\section{Epstein--Nesbet partitioning as a diagonal resummation}

\subsection*{Premises and conventions}

Let $H$ be a Hermitian operator in a finite space with a fixed orthonormal basis $\{|0\rangle,|k\rangle\}$, where $k,l,m$ run over all basis states other than the reference $|0\rangle$. Hartree atomic units are used throughout. The \emph{original} partitioning is $H=H_0+V$, and three premises are made.
(i) $H_0$ is diagonal in this basis, $H_0|k\rangle=E_k^{(0)}|k\rangle$, so that off-diagonal elements of $V$ and $H$ coincide.
(ii) The reference is non-degenerate, $\Delta_k=E_k^{(0)}-E_0^{(0)}\neq0$.
(iii) The eigenstate sought has a non-zero component on $|0\rangle$, and its energy $E$ is not an eigenvalue of $QHQ$, where $Q=1-|0\rangle\langle0|$.
The M{\o}ller--Plesset (MP) choice, with $H_0$ the sum of Fock operators and $|k\rangle$ the determinants of canonical Hartree--Fock orbitals, satisfies (i). The Epstein--Nesbet (EN) partitioning is defined by
\begin{equation}
H_0^{\rm EN}=|0\rangle H_{00}\langle0|+\sum_k|k\rangle H_{kk}\langle k| ,\qquad V^{\rm EN}=H-H_0^{\rm EN},
\label{eq:def}
\end{equation}
so that $V^{\rm EN}$ has a zero diagonal.

\subsection*{The exact partitioned equation}

By (iii) the eigenvector can be scaled to $|\Psi\rangle=|0\rangle+|\chi\rangle$ with $Q|\chi\rangle=|\chi\rangle$. Projecting $H\Psi=E\Psi$ on $Q$ gives $(E-QHQ)|\chi\rangle=QH|0\rangle$, which can be solved for $\chi$ because $E-QHQ$ is invertible in the $Q$ space. Projecting on $|0\rangle$ gives $E=H_{00}+\langle0|H|\chi\rangle$. With the column $v_k=H_{k0}$,
\begin{equation}
E=H_{00}+v^\dagger\,(E-QHQ)^{-1}\,v .
\end{equation}
Set $\epsilon=E-H_{00}$, where $H_{00}=E_0^{(0)}+V_{00}$, and split $QHQ-H_{00}$ into three matrices in the $Q$ space:
\begin{equation}
QHQ-H_{00}=\Delta+d+U,\qquad d_k=V_{kk}-V_{00},\qquad U_{kl}=H_{kl}\,(1-\delta_{kl}),
\end{equation}
with $\Delta$ and $d$ diagonal. The diagonal of the sum is
\begin{equation}
D_k\equiv\Delta_k+d_k=\big(E_k^{(0)}+V_{kk}\big)-\big(E_0^{(0)}+V_{00}\big)=H_{kk}-H_{00}.
\label{eq:D}
\end{equation}
Since $E-QHQ=\epsilon-(\Delta+d+U)$, the exact equation reads
\begin{equation}
\epsilon=-\,v^\dagger\,(\Delta+d+U-\epsilon)^{-1}\,v .
\label{eq:exact}
\end{equation}
Both perturbation series are expansions of this one equation and differ only in the treatment of $d$.

\subsection*{The original series and its diagonal insertions}

Replace $V$ by $\lambda V$. Then $v$, $d$ and $U$ each carry one power of $\lambda$, and \eqref{eq:exact} shows that $\epsilon$ starts at $\lambda^2$. The identity $(A+Y)^{-1}=A^{-1}-A^{-1}Y(A+Y)^{-1}$, iterated, gives the resolvent expansion
\begin{equation}
(A+Y)^{-1}=\sum_{n\ge0}(-1)^n A^{-1}\,(YA^{-1})^n .
\label{eq:neumann}
\end{equation}
Taking $A=\Delta$ and $Y=\lambda d+\lambda U-\epsilon$, and collecting powers of $\lambda$ with $\epsilon=\lambda^2E^{(2)}+\lambda^3E^{(3)}+\dots$, yields the Rayleigh--Schr\"odinger terms
\begin{align}
E^{(2)}&=-\sum_k\frac{|H_{0k}|^2}{\Delta_k},\\
E^{(3)}&=\sum_k\frac{|H_{0k}|^2\,d_k}{\Delta_k^2}+\sum_{k\ne l}\frac{H_{0k}H_{kl}H_{l0}}{\Delta_k\Delta_l}.
\label{eq:orig3}
\end{align}
The piece $-V_{00}$ in $d_k$ is the familiar term $-E^{(1)}\langle\Psi^{(1)}|\Psi^{(1)}\rangle$ of third order. At order $n+2$, exactly one product in \eqref{eq:neumann} contains $d$ alone, namely $-(-1)^n v^\dagger\Delta^{-1}(d\Delta^{-1})^nv$. All its inner factors are diagonal, so it is a single sum over $k$. Adding these products over all orders at $\lambda=1$,
\begin{equation}
-\sum_k\frac{|H_{0k}|^2}{\Delta_k}\sum_{n=0}^\infty\Big(-\frac{d_k}{\Delta_k}\Big)^{n}
=-\sum_k\frac{|H_{0k}|^2}{\Delta_k+d_k}
=-\sum_k\frac{|H_{0k}|^2}{H_{kk}-H_{00}} ,
\label{eq:geom}
\end{equation}
where the geometric series converges if and only if $|d_k|<|\Delta_k|$ for every coupled state, and the last step uses \eqref{eq:D}.

\subsection*{The EN series}

For the partitioning \eqref{eq:def}, $\Delta_k$ is replaced by $D_k$, the insertions vanish, and $E^{(1)}_{\rm EN}=V^{\rm EN}_{00}=0$. Premise (ii) becomes $D_k\ne0$. Equation \eqref{eq:neumann} is now used with $A=D$ and $Y=\lambda U-\epsilon$. The term $n=0$ gives second order, the $U$ part of $n=1$ gives third order, and fourth order collects the $UU$ part of $n=2$ and the $\epsilon$ part of $n=1$:
\begin{align}
E^{(2)}_{\rm EN}&=-\sum_k\frac{|H_{0k}|^2}{H_{kk}-H_{00}},\label{eq:en2}\\
E^{(3)}_{\rm EN}&=\sum_{k\ne l}\frac{H_{0k}H_{kl}H_{l0}}{D_kD_l},\label{eq:en3}\\
E^{(4)}_{\rm EN}&=-\sum_{l}\ \sum_{k\ne l}\ \sum_{m\ne l}\frac{H_{0k}H_{kl}H_{lm}H_{m0}}{D_kD_lD_m}-E^{(2)}_{\rm EN}\sum_k\frac{|H_{0k}|^2}{D_k^2}.\label{eq:en4}
\end{align}
Equation \eqref{eq:en2} is identical with \eqref{eq:geom}. Third order keeps only $k\neq l$, because the first sum of \eqref{eq:orig3} has been moved into second order. In higher orders the restriction applies to neighbouring indices only: $k=m$ is allowed in \eqref{eq:en4}.

The correspondence holds in every order. Give $d$ its own parameter $\mu$ and define $\epsilon(\lambda,\mu)$ by $\epsilon+\lambda^2v^\dagger(\Delta+\mu d+\lambda U-\epsilon)^{-1}v=0$. At $\lambda=0$, $\epsilon=0$ the derivative of the left side with respect to $\epsilon$ equals one, so the implicit function theorem gives a unique analytic solution near $\lambda=0$ for every $\mu$ at which $\Delta+\mu d$ is invertible. The coefficient of $\lambda^n$ is a polynomial in the quantities $1/(\Delta_k+\mu d_k)$. The original series expands these in $\mu$, sets $\mu=\lambda$ and regroups; the EN series evaluates them at $\mu=1$. Each EN term is thus the insertion-free term of the original series with every denominator dressed by the geometric sum in \eqref{eq:geom}. If $|d_k|\ge|\Delta_k|$ the sum diverges, and $1/D_k$ is its analytic continuation in $\mu$, which exists whenever $D_k\ne0$.

One diagonal quantity is not resummed. The shift $-\epsilon$ in \eqref{eq:exact} is still expanded and produces the last term of \eqref{eq:en4}. Leaving it in place while dropping $U$ gives the second-order Brillouin--Wigner (BW) equation
\begin{equation}
\epsilon=-\sum_k\frac{|H_{0k}|^2}{D_k-\epsilon},
\label{eq:bw}
\end{equation}
which is exact when a single state couples to $|0\rangle$ and to nothing else.

\subsection*{The insertion for determinants}

The energy of a determinant with spin-orbital occupations $n_p$ is $\sum_pn_ph_{pp}+\tfrac12\sum_{pq}n_pn_qG_{pq}$ plus nuclear repulsion, with $G_{pq}=\langle pq\|pq\rangle=G_{qp}$ and $G_{pp}=0$. This is quadratic in $n$, so a change $\delta n$ from the reference changes it by exactly $\sum_p\delta n_p\varepsilon_p+\tfrac12\sum_{pq}\delta n_p\delta n_qG_{pq}$, where $\varepsilon_p=h_{pp}+\sum_qn_qG_{pq}$ is the orbital energy. The linear term is the MP denominator $\Delta_k$ and the quadratic term is $d_k$. For $i,j\to a,b$,
\begin{equation}
d_k=G_{ij}+G_{ab}-G_{ia}-G_{ib}-G_{ja}-G_{jb},
\label{eq:dk}
\end{equation}
with $G_{pq}=J_{pq}-K_{pq}$ for parallel and $J_{pq}$ for opposite spins. EN second order therefore contains the diagonal hole--hole, particle--particle and particle--hole interactions to infinite order of the MP series.

\subsection*{Invariance and separability}

Consider a unitary mixing of basis states that share the same $\Delta_k$. It leaves $H_0$, and hence every order of the original series, unchanged. It does change the division of $d+U$ into diagonal and off-diagonal parts, so it changes $H_0^{\rm EN}$. The EN series is a property of $H$ together with the basis.

Let $H=H_A+H_B$ act on two non-interacting fragments, and let every basis state be a product $|k_A\rangle|k_B\rangle$. Diagonal elements are then sums of fragment diagonal elements, so $H_0^{\rm EN}=H_{0,A}^{\rm EN}+H_{0,B}^{\rm EN}$ and likewise for $V^{\rm EN}$. The eigenvalue of $H_0^{\rm EN}+\lambda V^{\rm EN}$ that evolves from the reference is $E_A(\lambda)+E_B(\lambda)$, and its Taylor coefficients are additive order by order. The proof needs the product basis. Determinants of fragment-localised orbitals supply it, and determinants of delocalised orbitals do not.

\subsection*{Two distant H$_2$ molecules}

\paragraph{Model.} Each molecule has a minimal basis with real orbitals $1=\sigma_g$ and $2=\sigma_u$, gap $\delta=\varepsilon_2-\varepsilon_1$, Coulomb integrals $J_{11},J_{12},J_{22}$ and exchange integral $K=(12|12)$ in charge-cloud notation. Molecules $A$ and $B$ lie parallel, forming a rectangle with centres a distance $R$ apart. Overlap distributions between them are exponentially small and are dropped. Of the intermolecular integrals only the monopole term is kept, $(p_Ap_A|q_Bq_B)=w=1/R$. Integrals such as $(1_A1_A|1_B2_B)$ vanish by reflection in the plane that bisects both bonds, and $(1_A2_A|1_B2_B)$ as well as the quadrupole corrections fall as $R^{-3}$. The orbital energies contain no $w$, because the partner molecule is neutral. Single excitations do not couple to the Hartree--Fock reference.

\paragraph{Localised orbitals.} Only $|A\rangle$ and $|B\rangle$, the determinants with both electrons of one molecule promoted from $1$ to $2$, couple to $|0\rangle$, each with element $K$. Equation \eqref{eq:dk} gives $d=J_{11}+J_{22}-2(J_{12}-K)-2J_{12}$, so
\begin{equation}
X=J_{11}+J_{22}-4J_{12}+2K,\qquad D_L=2\delta+X .
\end{equation}
The states $|A\rangle$ and $|B\rangle$ differ in four spin orbitals, hence $H_{AB}=0$ and
\begin{equation}
E^{(2)}_{L}=-\frac{2K^2}{D_L},\qquad E^{(3)}_{L}=0 .
\end{equation}
In fourth order the intermediate state $l$ is the quadruple excitation $|AB\rangle$, with denominator $2D_L$ and coupling $K$ to $|A\rangle$ and $|B\rangle$. The four pairs $(k,m)$ give $-4K^4/(2D_L^3)$, and the last term of \eqref{eq:en4} gives $(2K^2/D_L)(2K^2/D_L^2)$. The total is $E^{(4)}_L=2K^4/D_L^3$. For one molecule the full CI problem of this symmetry is $2\times2$, with
\begin{equation}
\epsilon_1=\tfrac12D_L-\sqrt{\tfrac14D_L^2+K^2}=-\frac{K^2}{D_L}+\frac{K^4}{D_L^3}-\dots,
\label{eq:fci}
\end{equation}
so each order for the pair is twice the monomer term, and the full CI energy of the pair is $2\epsilon_1$. The BW equation \eqref{eq:bw} for the pair, $\epsilon=-2K^2/(D_L-\epsilon)$, has the root $\tfrac12D_L-\sqrt{\tfrac14D_L^2+2K^2}$, whose fourth-order term is $4K^4/D_L^3$. It is not additive even in this basis.

\paragraph{Delocalised orbitals.} Take $g_\pm=(1_A\pm1_B)/\sqrt2$ and $u_\pm=(2_A\pm2_B)/\sqrt2$. These mix degenerate orbitals, so they are also canonical and the reference determinant is unchanged. With signs $p,p',q,q'=\pm1$, the distribution $g_pu_q$ equals $\tfrac12(1_A2_A+pq\,1_B2_B)$ and $g_pg_p$ equals $\tfrac12(1_A1_A+1_B1_B)$. Therefore
\begin{equation}
(g_pu_q|g_{p'}u_{q'})=\tfrac14K\,(1+pq\,p'q'),\qquad (g_pg_p|g_{p'}g_{p'})=\tfrac12(J_{11}+w),
\end{equation}
and in the same way the $uu$ and $gu$ Coulomb integrals are $\tfrac12(J_{22}+w)$ and $\tfrac12(J_{12}+w)$, and every $gu$ exchange integral is $\tfrac12K$. Define $|pp'qq'\rangle=u^\dagger_{q\alpha}u^\dagger_{q'\beta}\,g_{p'\beta}\,g_{p\alpha}|0\rangle$. Its coupling to $|0\rangle$ is the first integral above, which equals $K/2$ for the eight sign patterns with $pp'qq'=+1$ and zero for the other eight. The parallel-spin double excitation has coupling $K/2-K/2=0$. Equation \eqref{eq:dk} gives the same insertion for all patterns,
\begin{equation}
d'=\tfrac12(J_{11}+w)+\tfrac12(J_{22}+w)-4\cdot\tfrac12(J_{12}+w)+2\cdot\tfrac12K=\tfrac12X-w ,
\end{equation}
and with $D'=2\delta+\tfrac12X-w$
\begin{equation}
E^{(2)}_{D}=-\frac{8\,(K/2)^2}{D'}=-\frac{2K^2}{2\delta+\tfrac12X-w}.
\label{eq:deloc2}
\end{equation}
The origin of $-w$ is seen by expanding a delocalised determinant in localised ones. It contains sixteen of them with weight $1/16$ each. The $\alpha$ and the $\beta$ excitation each transfer a charge $0,0,+1$ or $-1$, so the mean square transferred charge is $\tfrac12+\tfrac12=1$, and the attraction between the resulting ions averages to $-1/R$.

For third order, note that $QH|0\rangle=K(|A\rangle+|B\rangle)$ is a vector that does not depend on the basis. The unrestricted sum $\sum_{kl}H_{0k}(H-H_{00})_{kl}H_{l0}$ is its expectation value, $2K^2D_L$, and the $k=l$ part in the delocalised basis is $8(K/2)^2D'=2K^2D'$. All denominators being equal, \eqref{eq:en3} becomes
\begin{equation}
E^{(3)}_{D}=\frac{2K^2(D_L-D')}{D'^2}=\frac{2K^2\,(\tfrac12X+w)}{D'^2}.
\end{equation}
The same argument with denominators $2\delta$ gives the invariant MP terms $-2K^2/(2\delta)$ and $2K^2X/(2\delta)^2$. The MP third-order term is wholly diagonal in localised orbitals. In delocalised orbitals at $w=0$ one half is diagonal and one half is off-diagonal, and \eqref{eq:geom} resums only the first half. For $N$ non-interacting molecules in orbitals spread with equal weight and cyclic phases over all of them, the Coulomb and exchange integrals in \eqref{eq:dk} acquire the factor $1/N$, and $N^3$ determinants couple with $K/N$. The energy per molecule is $-K^2/(2\delta+X/N)$, which tends to the MP value as $N\to\infty$.

To first order in $w$, with $D'_0=2\delta+\tfrac12X$, differentiation gives
\begin{equation}
\frac{\partial E^{(2)}_D}{\partial w}\Big|_0=-\frac{2K^2}{D_0'^2},\qquad
\frac{\partial (E^{(2)}_D+E^{(3)}_D)}{\partial w}\Big|_0=\frac{2K^2X}{D_0'^3}.
\label{eq:slope}
\end{equation}
The full CI energy $2\epsilon_1$ contains no $w$, since the neutral states $|0\rangle,|A\rangle,|B\rangle,|AB\rangle$ form a closed block. The $1/R$ terms are artefacts of the basis.

\paragraph{Spin adaptation.} The four open-shell determinants with $p\ne p'$, $q\neq q'$ enter through their normalised sum, a singlet configuration with coupling $4\cdot\tfrac12\cdot\tfrac12K=K$; the orthogonal combinations do not couple. Since $u^\dagger_{+\alpha}u^\dagger_{-\beta}+u^\dagger_{-\alpha}u^\dagger_{+\beta}=2^\dagger_{A\alpha}2^\dagger_{A\beta}-2^\dagger_{B\alpha}2^\dagger_{B\beta}$, and likewise for the holes, this configuration has weight $\tfrac14$ on each of $|A\rangle$, $|B\rangle$ and the two double charge-transfer determinants. By \eqref{eq:dk} the latter lie at $2\delta+J_{11}+J_{22}-4w$. The average is $D''=2\delta+\tfrac12X+\tfrac12(J_{11}+J_{22})-2w$, and second order becomes $-K^2/D'-K^2/D''$, a third value for the same Hamiltonian.

\subsection*{Range of validity}

Equations \eqref{eq:en2}--\eqref{eq:en4} need only $D_k\ne0$. Reading them as a convergent sum of the original series needs premise (i) and $|d_k|<|\Delta_k|$. Convergence of the EN series itself is a separate matter. Let $g=\min_k|D_k|$ within the symmetry block of the reference. On the circle $|z-H_{00}|=g/2$ the resolvent of $H_0^{\rm EN}$ has norm $2/g$, so \eqref{eq:neumann} converges uniformly there for all $|\lambda|\le1$ if $\|V^{\rm EN}\|<g/2$, and the enclosed eigenvalue is then analytic in that disc. The condition is sufficient. For the two-state problem it is sharp apart from the boundary case, since \eqref{eq:fci} with $K\to\lambda K$ has branch points at $|\lambda|=D_L/2K$.

Truncated EN energies are not variational: $-K^2/D_L$ lies below $\epsilon_1$. Negative insertions shrink the denominators, which makes near-degeneracy more acute. For one H$_2$ molecule $\varepsilon_1=h_{11}+J_{11}$ and $\varepsilon_2=h_{22}+2J_{12}-K$, so $D_L=2(h_{22}-h_{11})+J_{22}-J_{11}$. On stretching the bond to length $r$ this vanishes exponentially with the atomic overlap, whereas $2\delta$ vanishes as $2/r$ and $K$ stays finite. Then $d/\Delta\to-1$, the edge of convergence of \eqref{eq:geom}, and \eqref{eq:en2} diverges. Finally, additivity holds only for product bases, and results must be quoted together with the orbitals and the spin coupling used.

\subsection*{Numerical illustration}

The inputs are approximate STO-3G values for a bond length of $1.4$ bohr, taken as defining the model: $\varepsilon_1=-0.5782$, $\varepsilon_2=0.6703$, $J_{11}=0.6746$, $J_{12}=0.6636$, $J_{22}=0.6975$, $K=0.1813$ hartree. Their rounding affects the last digit printed below. They give $2\delta=2.4970$, $X=-0.9197$, $D_L=1.5773$, and at $w=0$ $D'=2.037$ and $D''=2.723$. The geometric ratio $-d/\Delta$ is $0.368$ for localised and $0.184$ for delocalised determinants, so both sums converge, and the branch points lie at $|\lambda|=4.35$. Correlation energies of the pair at $R\to\infty$, in m$E_{\rm h}$, with errors relative to full CI in the same basis:
\begin{center}
\begin{tabular}{lrr}
\hline
 & energy & error\\
\hline
MP, second order (either basis) & $-26.33$ & $14.81$\\
MP, through third order & $-36.02$ & $5.12$\\
EN localised, second and third order & $-41.68$ & $-0.54$\\
EN localised, through fourth order & $-41.13$ & $0.01$\\
BW localised, second order & $-40.63$ & $0.51$\\
EN delocalised determinants, second order & $-32.27$ & $8.87$\\
EN delocalised determinants, through third order & $-39.55$ & $1.59$\\
EN delocalised singlets, second order & $-28.21$ & $12.94$\\
full CI & $-41.14$ & \\
\hline
\end{tabular}
\end{center}
The MP third-order term is $-9.70$, the localised fourth-order term $+0.55$ and the delocalised third-order term $-7.28$ m$E_{\rm h}$. The localised second-order entry is twice the monomer value $-20.84$ m$E_{\rm h}$, while the delocalised one lies $9.41$ m$E_{\rm h}$ above it although the molecules do not interact.

At finite distance, \eqref{eq:slope} gives spurious attractions $-15.8/R$ in second order and $-7.2/R$ through third order, in m$E_{\rm h}$ with $R$ in bohr. At $R=20$ bohr the unexpanded formulas shift by $-0.81$ and $-0.35$ m$E_{\rm h}$. The neglected $R^{-3}$ integrals are smaller than $w$ by a factor of order $(1.4/20)^2\approx0.005$. The dispersion energy of the model, with a transition dipole of about one bohr and a gap of order one hartree, is of order $R^{-6}=1.6\times10^{-8}$ hartree, far below the artefact.

These are the model's numbers. Its full CI correlation energy is $-20.57$ m$E_{\rm h}$ per molecule, whereas the typical basis-set-limit value for H$_2$ near equilibrium is about $-41$ m$E_{\rm h}$ per molecule, so the minimal basis recovers only about half. The small error of localised EN also reflects the model, in which a single excitation per molecule carries all the correlation and $U$ vanishes among the coupled states. In larger bases many double excitations are coupled to one another and \eqref{eq:en3} does not vanish.